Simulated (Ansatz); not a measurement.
# Exchange couplings against Cu–Cu distance in antiferromagnetic Ba2CuTeO6 (P-1), PBEsol with U = 6 eV on Cu

Two copper pairs in Ba2CuTeO6 whose lengths differ by less than 0.1 Å can have couplings that differ more than tenfold in size and are opposite in sign. Distance alone therefore does not tell which bonds carry the magnetism. This matters for any insulating magnet considered for spin transport or low-temperature devices, because the network of strong bonds sets the ordering scale and the spin-wave spectrum. We examine couplings J computed by the magnetic force theorem in one collinear antiferromagnetic state. Positive J favours parallel moments, and each shell's part in the mean field is counted as positive when it supports that state.

## Set-up

One system, Ba2CuTeO6 (P-1), in the lowest of the collinear states that were tried (antiferromagnetic, 40 atom(s), 4 counted as magnetic, largest moment 0.61 muB), from cells of the Materials Project database (relaxed there by DFT; measured order: antiferro (arxiv:1603.03531)). Ansatz 0.2.0, plane waves with its default PAW datasets, cutoff 420 eV, collinear spins without spin-orbit coupling, Fermi-Dirac smearing of 0.1 eV. The k mesh is 3×6×4 and the sums for the couplings run over 3×6×4. Functional: PBEsol, Dudarev U (eV) Cu 6. The couplings come from the magnetic force theorem at rigid moments: each moment turns with its exchange field frozen. A second set is taken at constrained moments: the directions are held and the rest of the density and field relaxes in linear response. The mean-field temperature from all couplings of the first set is 72 K. Shells are pairs of one length, elements and relative sign; shells whose pairs differ much, and those beyond half the range that the mesh resolves, are left out. By the count of bands on its mesh the state is insulating, with a gap of 1.37 eV.

Notes on method and selection:

- J is defined by E = -sum over ordered pairs (each pair twice) of J e_i.e_j with unit vectors e, a classical Heisenberg model without biquadratic or multi-spin terms, so J > 0 favours parallel moments and the moment's size is inside J.
- The state is the lowest of a few collinear starts and need not be the true ground state; spin-orbit coupling is left out.
- Far couplings are the most sensitive to the k mesh.
- Couplings at rigid moments can miss in size and sometimes in sign.
- its own couplings prefer another order, at q = (0, -0.5, 0) of this cell, to which the mean-field value belongs
- Ansatz's own search for a lower self-consistent state was switched off in part of these runs, so a run may rest in a state that is not the lowest for its pattern of moments.
- In insulators under a U, antiferromagnetic superexchange from these couplings can differ by one to four tenths from that of total energies at the same settings (constrained couplings mostly lie weaker), so a match with experiment does not fix U.
- Runs whose couplings were flagged as in doubt, moved by over 30 per cent with the upper empty bands, lost their pattern of moments or rest on unlike orbital states are not listed.
- For crystals with 4f or 5f elements only couplings at constrained moments are used, since rigid ones can be several times too large.
- Runs that did not converge, have known faults or may not be shown are not listed, and runs on Ansatz's PAW sets soft_1 and soft_2 are kept to separate tables.

Columns:

- distance (Å): distance of the pair.
- neighbours: such neighbours per magnetic atom.
- pair: elements and relative sign of the two moments in this state.
- J, rigid (meV): mean J of the shell at rigid moments.
- J, constrained (meV): mean J of the same pairs at constrained moments.
- part in mean field (meV): J times neighbours times the relative sign, first set: the shell's part in the mean field that holds this state (negative: it works against the state).

Input lines of one member:

```
magnetization:
  spin_polarized: true
kpoints:
  mp_grid: { grid: [3, 6, 4] }
  band_path:
    path:
      - [0.0, 0.0, 0.0]
      - [0.5, 0.0, 0.0]
      - [0.5, 0.5, 0.0]
      - [0.0, 0.0, 0.0]
      - [0.0, 0.0, 0.5]
      - [0.5, 0.5, 0.5]
      - [0.0, 0.5, 0.0]
    npoints: 11
hamiltonian:
  xc: pbesol
  hubbard:
    sites: [{ species: Cu, l: d, u_eff: 6.0, starting_ns: occupation_matrices }]
    projectors: ortho-atomic
scf:
  occupations: { method: fermi_dirac, width: 0.1 }
  lower_state_search: "off"
output:
  write_bands: true
  eigenstates:
    nscf_kmesh: { grid: [3, 6, 4] }
    top_band: c364
    exchange_couplings: { magnetic: [{ species: Cu }], moments: rigid }
```

Command (options for logging and memory left out): `ansatz run input.yaml`

## Table of results

| member | distance (Å) | neighbours | pair | J, rigid (meV) | J, constrained (meV) | part in mean field (meV) |
| --- | --- | --- | --- | --- | --- | --- |
| Cu–Cu at 5.31 Å, opposed | 5.31 | 1 | Cu–Cu, opposed | −2.328 | −2.361 | 2.328 |
| Cu–Cu at 5.40 Å, opposed | 5.40 | 1 | Cu–Cu, opposed | 0.140 | 0.237 | −0.140 |
| Cu–Cu at 5.41 Å | 5.41 | 1 | Cu–Cu, parallel | 0.146 | 0.247 | 0.146 |
| Cu–Cu at 5.47 Å, opposed | 5.47 | 1 | Cu–Cu, opposed | ? | ? | ? |
| Cu–Cu at 5.74 Å, opposed | 5.74 | 2 | Cu–Cu, opposed | −2.154 | −2.206 | 4.308 |
| Cu–Cu at 5.88 Å | 5.88 | 2 | Cu–Cu, parallel | 0.116 | 0.188 | 0.233 |
| Cu–Cu at 5.88 Å, opposed | 5.88 | 2 | Cu–Cu, opposed | 0.121 | 0.194 | −0.241 |
| Cu–Cu at 7.82 Å | 7.82 | 2 | Cu–Cu, parallel | 0.070 | 0.104 | 0.141 |
| Cu–Cu at 7.92 Å | 7.92 | 2 | Cu–Cu, parallel | 0.093 | 0.087 | 0.187 |
| Cu–Cu at 7.93 Å, opposed | 7.93 | 1 | Cu–Cu, opposed | −0.007 | −0.003 | 0.007 |
| Cu–Cu at 7.95 Å | 7.95 | 1 | Cu–Cu, parallel | −0.008 | −0.003 | −0.008 |
| Cu–Cu at 8.11 Å | 8.11 | 1 | Cu–Cu, parallel | 0.000 | 0.009 | 0.000 |
| Cu–Cu at 8.12 Å, opposed | 8.12 | 1 | Cu–Cu, opposed | 0.000 | 0.009 | 0.000 |
| Cu–Cu at 8.15 Å | 8.15 | 1 | Cu–Cu, parallel | 0.000 | −0.001 | 0.000 |

Cells marked ? are withheld until the estimate has been made.

## Why the values move as they do

The couplings do not decay smoothly. At rigid moments J is −2.328 meV at 5.31 Å, +0.140 meV at 5.40 Å and −2.154 meV at 5.74 Å, then +0.116 and +0.121 meV for the two shells at 5.88 Å. From 7.82 Å outwards no listed coupling exceeds 0.093 meV in size, which is smaller than the strongest one by a factor of 2.328 / 0.093 = 25.

The likely reason is orbital orientation. Cu²⁺ has one hole, in a d orbital whose four lobes point at the four nearer oxygens. Where the lobes of both coppers feed a Cu–O–Te–O–Cu path, the hole can hop with amplitude t, and superexchange gives an antiferromagnetic term that grows as t²/U. Where the path runs through an oxygen on the long axis of the octahedron, t is small and weak ferromagnetic terms can prevail. The table lists no bond angles or orbital occupations, so this assignment rests on theory.

Among the shells shown, the pairs at 5.74 Å support the state most, with 2 × 2.154 = 4.308 meV, followed by the single neighbour at 5.31 Å with 2.328 meV. The weak ferromagnetic shells nearly cancel, because about as many of their pairs are opposed as parallel: −0.140 + 0.146 = 0.006 meV near 5.4 Å, and 0.233 − 0.241 = −0.008 meV at 5.88 Å. Strong bonds thus fix the antiparallel alignment along themselves, while the choice among patterns that respect them is left to much smaller couplings. That choice is delicate: the couplings themselves prefer another order than the tabled one.

Constrained moments change the strong couplings little (2.361 / 2.328 = 1.01 at 5.31 Å) but raise the weak one at 5.40 Å by a factor of 0.237 / 0.140 = 1.69. The division into strong and weak shells survives, whereas the small values are less certain.

## Blind estimate

Plain estimates from the members shown:

- Cu–Cu at 5.47 Å, opposed, straight-line interpolation between Cu–Cu at 5.41 Å and Cu–Cu at 5.74 Å, opposed: w = (5.47 − 5.41) / (5.74 − 5.41) = 0.182, so 0.146 + 0.182 × (−2.154 − 0.146) = −0.272 meV

The straight-line value of −0.272 meV assumes a smooth curve in distance, which the neighbouring shells contradict. The mean-field temperature is a better route, since it contains all couplings, including the withheld one.

For classical unit vectors and this definition of J, k_B T = (2/3) S, where S is the sum of the shells' parts and k_B = 0.08617 meV/K. With T = 72 K, S = 3 × 0.08617 × 72 / 2 = 9.31 meV. The listed parts add up to 2.328 − 0.140 + 0.146 + 4.308 + 0.233 − 0.241 + 0.141 + 0.187 + 0.007 − 0.008 = 6.96 meV, which alone would give only 54 K. The missing part is 9.31 − 6.96 = 2.35 meV, and with one neighbour this is also the size of J.

The temperature belongs to the preferred order, not to the tabled one. We assume that the strong bonds are satisfied in both and that the far shells at 7.82 and 7.92 Å keep their parts; the nearly cancelling weak shells then change the sum by only some hundredths of a meV. The sign follows from the size: no ferromagnetic coupling shown exceeds 0.146 meV, while both couplings larger than 2 meV in size are antiferromagnetic. The pair would then be a third strong bond, joining the other two in holding the state.

The main uncertainty is the unlisted shells, which also enter the temperature. Two of them, each as large as the largest far part shown, would give 0.187 × √2 = 0.26 meV if independent. Rounding of the temperature adds at most 3 × 0.08617 × 0.5 / 2 = 0.06 meV. We take 0.3 meV as one standard deviation. The route cannot be tried on another shell while this one is unknown.

**Committed estimate, Cu–Cu at 5.47 Å, opposed: J, rigid = −2.3 ± 0.3 meV.**

## How the estimate fared

| member | distance (Å) | neighbours | pair | J, rigid (meV) | J, constrained (meV) | part in mean field (meV) |
| --- | --- | --- | --- | --- | --- | --- |
| Cu–Cu at 5.47 Å, opposed | 5.47 | 1 | Cu–Cu, opposed | −2.264 | −2.284 | 2.264 |

| member | estimate | J, rigid (meV) | computed | estimate − computed | miss in error bars |
| --- | --- | --- | --- | --- | --- |
| Cu–Cu at 5.47 Å, opposed | committed | −2.300 | −2.264 | −0.036 | 0.1 |
| Cu–Cu at 5.47 Å, opposed | interpolation | −0.272 | −2.264 | +1.992 |  |

The computed J of −2.264 meV lies well inside the error bar of the estimate, −2.3 ± 0.3 meV, a miss of 0.036 meV. The straight line in distance missed by 1.992 meV and gave less than an eighth of the coupling.

The argument from the mean-field temperature held. With the new shell the listed parts add up to 6.96 + 2.264 = 9.22 meV, against 9.31 meV from the 72 K. The 0.09 meV left over covers the unlisted shells, the change to the preferred order and the rounding of the temperature. That order must therefore keep the strong bonds antiparallel, as we had assumed. Our allowance of 0.26 meV for unlisted shells was generous, although their parts may also have cancelled.

The result fits superexchange through favourably oriented orbitals, since the strong bond at 5.47 Å follows directly on a weak one at 5.41 Å. It shows that distance does not select the strong bonds, but it does not identify the oxygen path. The temperature route used the sum of the couplings and would have worked for any microscopic cause.

## Exceptions

No shell looks like a stray value; the series splits into two groups. Three shells, at 5.31, 5.47 and 5.74 Å, have J between −2.328 and −2.154 meV, while no other listed coupling exceeds 0.146 meV in size. The negative sign and the size of the three are what superexchange gives when the half-filled orbitals of both coppers point into the bridge.

These three shells also fix the shape of the magnetic network. The bonds at 5.74 Å form straight chains with alternating moments, so parallel moments in one chain are at least 2 × 5.74 = 11.48 Å apart. The partners of a copper at 5.31 and 5.47 Å are parallel to each other and at most 5.31 + 5.47 = 10.78 Å apart, so they belong to different chains. The strong bonds therefore join the chains into a sheet. Experiments on this compound are usually described by two-leg ladders with weaker coupling between them, a contrast that these two nearly equal cross bonds do not reproduce.

Among the far shells, the one at 7.92 Å has 0.093 meV, against −0.007 meV at 7.93 Å. A different exchange path is possible, but couplings this small and distant are also the most exposed to the coarse k mesh.

## Rules of thumb and their limits

Between 5.31 and 8.15 Å, three antiferromagnetic shells supply 2.328 + 2.264 + 4.308 = 8.90 of the 9.22 meV in the listed mean field. A missing strong coupling can be recovered from the mean-field temperature if the other strong ones are known and the preferred order satisfies them all; the one test here missed by 0.036 meV. A weak coupling cannot be found this way, because the remainder is as large as the coupling itself.

For spin-wave programs that use +J′ S·S once per pair with S = 1/2, J′ = −8J. The bond at 5.47 Å then has J′ = 8 × 2.264 = 18.1 meV, antiferromagnetic.

Two limits remain. Total energies could change each strong coupling by one to four tenths, roughly 0.2 to 0.9 meV, which is more than the 0.17 meV spread among them, so their ranking is not secure. Thermal and quantum fluctuations, both strong for spin 1/2 in weakly coupled sheets, push the real ordering temperature well below the mean-field value.

[Logs are printed without paths, hosts, clocks, repeated set-up lines and the standing remarks that a program may print on its own settings, such as how far it seeks lower states.]
